**Matching unlabelled conformers of a phosphanylborate anion to their torsions**

The table holds nine conformers of C#C[B@@-](C)(P)CC with GFN2-xTB energies, PBE0-D3(BJ)/def2-SVP single points in methanol on GFN2-xTB geometries, free energies and Boltzmann weights at 298.15 K. The program fits a model of two independent rotors (PH$_2$ and ethyl), with an optional contact term, and scores all 40320 ways of labelling eight of the rows. The DFT energies are additive to 0.020 kcal/mol rms and GFN2-xTB only to 0.127; in the eight-row fit the GFN2-xTB contact term cannot be separated from the increment for P-H near $-80°$, so its estimate for row 6 has no meaning. DFT with the size order leaves 28 labellings and fixes only row 8, while the GFN2-xTB clues, one chosen with the labels known, leave two. These two differ by exchanging rows 5 and 7, and the wrong one fits better than the true one.

Conformers of the singlet anion C#C[B@@-](C)(P)CC, computed with PySCF 2.14.0 and tblite 0.8.0. DFT energies are PBE0-D3(BJ)/def2-SVP single points in methanol on GFN2-xTB geometries. Free energies add GFN2-xTB quasi-harmonic terms at 298.15 K and give the Boltzmann weights.

## Numerical check

```python
# Table: nine conformers of C#C[B-](C)(PH2)CC; GFN2-xTB (tblite) energies, PBE0-D3(BJ)/def2-SVP (PySCF, methanol)
# single points on GFN2-xTB geometries, free energies and weights at 298.15 K. Tested: two independent rotors
# (PH2 + ethyl), one contact term, and how far eight unlabelled rows can be matched to their torsion labels.
T = {
    'conformer_number': [1, 2, 3, 4, 5, 6, 7, 8, 9],
    'conformer_torsions_in_degrees': ['(156,62)', '(46,62)', '(166,178)', '(-89,65)', '(48,176)', '(-78,176)', '(164,-62)', '(-70,-68)', '(56,-61)'],
    'conformer_gfn2_energy_at_gfn2_minimum': [0.05, 0.29, 0.0, 0.77, 0.32, 0.24, 0.27, 1.13, 0.62],  # kcal/mol
    'conformer_dft_energy': [0.0, 0.21, 0.2, 0.31, 0.37, 0.44, 0.43, 0.65, 0.54],  # kcal/mol
    'conformer_free_energy': [0.0, 0.04, 0.11, 0.18, 0.26, 0.31, 0.32, 0.43, 0.54],  # kcal/mol
    'conformer_weight': [16.1, 14.9, 13.4, 11.8, 10.5, 9.6, 9.4, 7.8, 6.5],  # %
}
import re, itertools
import numpy as np
from scipy import constants as c
n = np.array([int(v) for v in T['conformer_number']])
tor = np.array([[float(v) for v in re.findall(r'-?\d+\.?\d*', str(t))] for t in T['conformer_torsions_in_degrees']])
X, E, G, W = (np.array(T['conformer_' + k], float) for k in ('gfn2_energy_at_gfn2_minimum', 'dft_energy', 'free_energy', 'weight'))
R = c.R / c.calorie; RT = R * 298.15 / 1000
p = np.array([0 if abs(t) > 120 else (1 if t > 0 else 2) for t in tor[:, 0]])  # P-H near 160, 50, -80
e = np.array([1 if abs(t) > 120 else (0 if t > 0 else 2) for t in tor[:, 1]])  # ethyl near +60, 180, -60
A = np.c_[np.ones(9), p == 1, p == 2, e == 1, e == 2].astype(float)
A6 = np.c_[A, (p == 2) & (e != 1)]
rms = lambda r: np.sqrt(np.mean(r**2, axis=-1))
def fit(M, y):
    b = y @ np.linalg.pinv(M).T
    return b, y - b @ M.T
wB = 100 * np.exp(-G / RT) / np.exp(-G / RT).sum(); w = W / W.sum()
print(f"RT {RT:.3f} kcal/mol; energies rounded to +-0.005; weights from G within {abs(wB-W).max():.2f} %")
print(f"spans kcal/mol: GFN2 {np.ptp(X):.2f}, DFT {np.ptp(E):.2f}, G {np.ptp(G):.2f}; weight ratio max/min {W.max()/W.min():.2f}")
print(f"mixing entropy {-R*(w*np.log(w)).sum():.2f}, R ln 9 = {R*np.log(9):.2f} cal/(mol K)")
print("weight % ethyl +60/180/-60:", *[f"{W[e==k].sum():.1f}" for k in range(3)], f"; gauche to P {W[e!=1].sum():.1f}")
print("weight % P-H 160/50/-80:", *[f"{W[p==k].sum():.1f}" for k in range(3)])
print("mean P-H torsion +130 deg (assumed lone pair):", *[f"{(tor[p==k,0].mean()+310)%360-180:.0f}" for k in range(3)])
print("additive fit, kcal/mol: E0, PH50, PH-80, Et180, Et-60 | rms, worst row | contact term, rms with it")
F = {}
for nm, y in (("DFT", E), ("GFN2", X), ("G", G)):
    b, r = fit(A, y); b6, r6 = fit(A6, y); F[nm] = (b, r); k = abs(r).argmax()
    print(f"{nm:4s}", *[f"{v:+.2f}" for v in b], f"| {rms(r):.3f}, row {n[k]} {r[k]:+.2f} | {b6[5]:+.2f}, {rms(r6):.3f}")
b = F["DFT"][0]
print(f"DFT gauche cost: Me-P {b[3]:.2f}, P-ethynyl {b[4]-b[3]:.2f}, Me-ethynyl {b[4]:.2f} kcal/mol")
shift = np.array([tor[i, 0] - tor[(p == p[i]) & (e == 1), 0][0] for i in range(9)])
print("row torsions | DFT resid, GFN2 resid, GFN2-DFT, G-DFT (kcal/mol) | P-H turn from ethyl-180 row (deg)")
for i in range(9):
    print(f"{n[i]} ({tor[i,0]:.0f},{tor[i,1]:.0f}) | {F['DFT'][1][i]:+.3f} {F['GFN2'][1][i]:+.3f} {X[i]-E[i]:+.2f} {G[i]-E[i]:+.2f} | {shift[i]:+.0f}")
s = np.array([0, 1, 2, 3, 4, 6, 7, 8]); h = 5
wm = 100 - W[s].sum()
print(f"hidden row {n[h]}: missing weight {wm:.1f} %, G from it {-RT*np.log(wm/W[0]):.2f}, table {G[h]:.2f} kcal/mol")
print(f"hidden row DFT from 8-row fit {A[h]@fit(A[s],E[s])[0]:.2f}, table {E[h]:.2f} kcal/mol")
print(f"hidden row GFN2 without contact {A[h]@fit(A[s],X[s])[0]:.2f}, with {A6[h]@fit(A6[s],X[s])[0]:.2f}, table {X[h]:.2f}")
P = np.array(list(itertools.permutations(range(8))))  # P[j,k]: row put on label k; j=0 is the true one
bd, rd = fit(A[s], E[s][P]); bx, rx = fit(A6[s], X[s][P]); rd, rx = rms(rd), rms(rx)
order = (bd[:, 1] > 0) & (bd[:, 2] > bd[:, 1]) & (bd[:, 4] > np.maximum(0, bd[:, 3]))
top = np.argsort((X - E)[s])[-2:]; cells = np.where(A6[s, 5] == 1)[0]
clue = np.isin(P[:, cells], top).all(axis=1)
m1 = order & (rd <= 0.03); m2 = m1 & clue; m3 = m2 & (rx <= 0.05)
print(f"assignments {len(P)}; size order and DFT rms <= 0.03: {m1.sum()}; better than true: {(order & (rd < rd[0]-1e-9)).sum()}")
print(f"two largest GFN2-DFT on contact labels: {m2.sum()}; and GFN2 rms <= 0.05: {m3.sum()}")
print(f"true assignment: DFT rms {rd[0]:.3f}, GFN2 rms with contact {rx[0]:.3f}")
for k in range(8):
    print(f"label of row {n[s[k]]}: DFT only rows", *[sorted(set(n[s][P[m, k]].tolist())) for m in (m1,)], "all clues", sorted(set(n[s][P[m3, k]].tolist())))
sc = np.sqrt((rd**2 + rx**2) / 2); idx = np.where(order & clue)[0]; idx = idx[np.argsort(sc[idx])]
print("best joint fits: rows put on labels of", *n[s], "| DFT rms, GFN2 rms")
for j in idx[:4]:
    print("  ", *n[s][P[j]], f"| {rd[j]:.3f} {rx[j]:.3f}", "true" if j == 0 else f"{(P[j] == P[0]).sum()} of 8 right")
print(f"rank of true assignment {list(idx).index(0)+1} of {len(idx)}")
print(f"DFT gaps: rows 2-3 {E[1]-E[2]:.2f}, 7-5 {E[6]-E[4]:.2f}; GFN2 gaps: 2-3 {X[1]-X[2]:.2f}, 5-7 {X[4]-X[6]:.2f}")
assert rms(F["DFT"][1]) < 0.03 and rms(F["GFN2"][1]) > 3 * rms(F["DFT"][1])
assert 0 < b[1] < b[2] and 0 < b[3] < b[4]
assert set(n[s][top].tolist()) == {4, 8}
assert abs(shift[[0, 3, 7, 8]]).min() >= 8 and abs(shift[[1, 6]]).max() <= 3
```

Printed output:

```
RT 0.592 kcal/mol; energies rounded to +-0.005; weights from G within 0.15 %
spans kcal/mol: GFN2 1.13, DFT 0.65, G 0.54; weight ratio max/min 2.48
mixing entropy 4.29, R ln 9 = 4.37 cal/(mol K)
weight % ethyl +60/180/-60: 42.8 33.5 23.7 ; gauche to P 66.5
weight % P-H 160/50/-80: 38.9 31.9 29.2
mean P-H torsion +130 deg (assumed lone pair): -68 -180 51
additive fit, kcal/mol: E0, PH50, PH-80, Et180, Et-60 | rms, worst row | contact term, rms with it
DFT  +0.03 +0.16 +0.26 +0.16 +0.37 | 0.020, row 1 -0.03 | +0.03, 0.018
GFN2 +0.07 +0.30 +0.61 -0.18 +0.30 | 0.127, row 6 -0.25 | +0.56, 0.025
G    -0.03 +0.14 +0.16 +0.15 +0.36 | 0.044, row 9 +0.07 | -0.05, 0.043
DFT gauche cost: Me-P 0.16, P-ethynyl 0.20, Me-ethynyl 0.37 kcal/mol
row torsions | DFT resid, GFN2 resid, GFN2-DFT, G-DFT (kcal/mol) | P-H turn from ethyl-180 row (deg)
1 (156,62) | -0.033 -0.017 +0.05 +0.00 | -10
2 (46,62) | +0.013 -0.080 +0.08 -0.17 | -2
3 (166,178) | +0.003 +0.117 -0.20 -0.09 | +0
4 (-89,65) | +0.020 +0.097 +0.46 -0.13 | -11
5 (48,176) | +0.010 +0.133 -0.05 -0.11 | +0
6 (-78,176) | -0.013 -0.250 -0.20 -0.13 | +0
7 (164,-62) | +0.030 -0.100 -0.16 -0.11 | -2
8 (-70,-68) | -0.007 +0.153 +0.48 -0.22 | +8
9 (56,-61) | -0.023 -0.053 +0.08 +0.00 | +8
hidden row 6: missing weight 9.6 %, G from it 0.31, table 0.31 kcal/mol
hidden row DFT from 8-row fit 0.47, table 0.44 kcal/mol
hidden row GFN2 without contact 0.80, with 0.41, table 0.24
assignments 40320; size order and DFT rms <= 0.03: 28; better than true: 9
two largest GFN2-DFT on contact labels: 4; and GFN2 rms <= 0.05: 2
true assignment: DFT rms 0.020, GFN2 rms with contact 0.027
label of row 1: DFT only rows [1, 2, 3] all clues [1]
label of row 2: DFT only rows [2, 3, 4, 5] all clues [2]
label of row 3: DFT only rows [1, 2, 3, 4] all clues [3]
label of row 4: DFT only rows [2, 3, 4, 5, 7, 9] all clues [4]
label of row 5: DFT only rows [2, 3, 4, 5, 7] all clues [5, 7]
label of row 7: DFT only rows [2, 3, 4, 5, 7] all clues [5, 7]
label of row 8: DFT only rows [8] all clues [8]
label of row 9: DFT only rows [7, 9] all clues [9]
best joint fits: rows put on labels of 1 2 3 4 5 7 8 9 | DFT rms, GFN2 rms
   1 2 3 4 7 5 8 9 | 0.011 0.016 6 of 8 right
   1 2 3 4 5 7 8 9 | 0.020 0.027 true
   3 5 1 4 2 7 8 9 | 0.034 0.025 4 of 8 right
   1 5 3 4 7 2 8 9 | 0.040 0.022 5 of 8 right
rank of true assignment 2 of 224
DFT gaps: rows 2-3 0.01, 7-5 0.06; GFN2 gaps: 2-3 0.29, 5-7 0.05
```
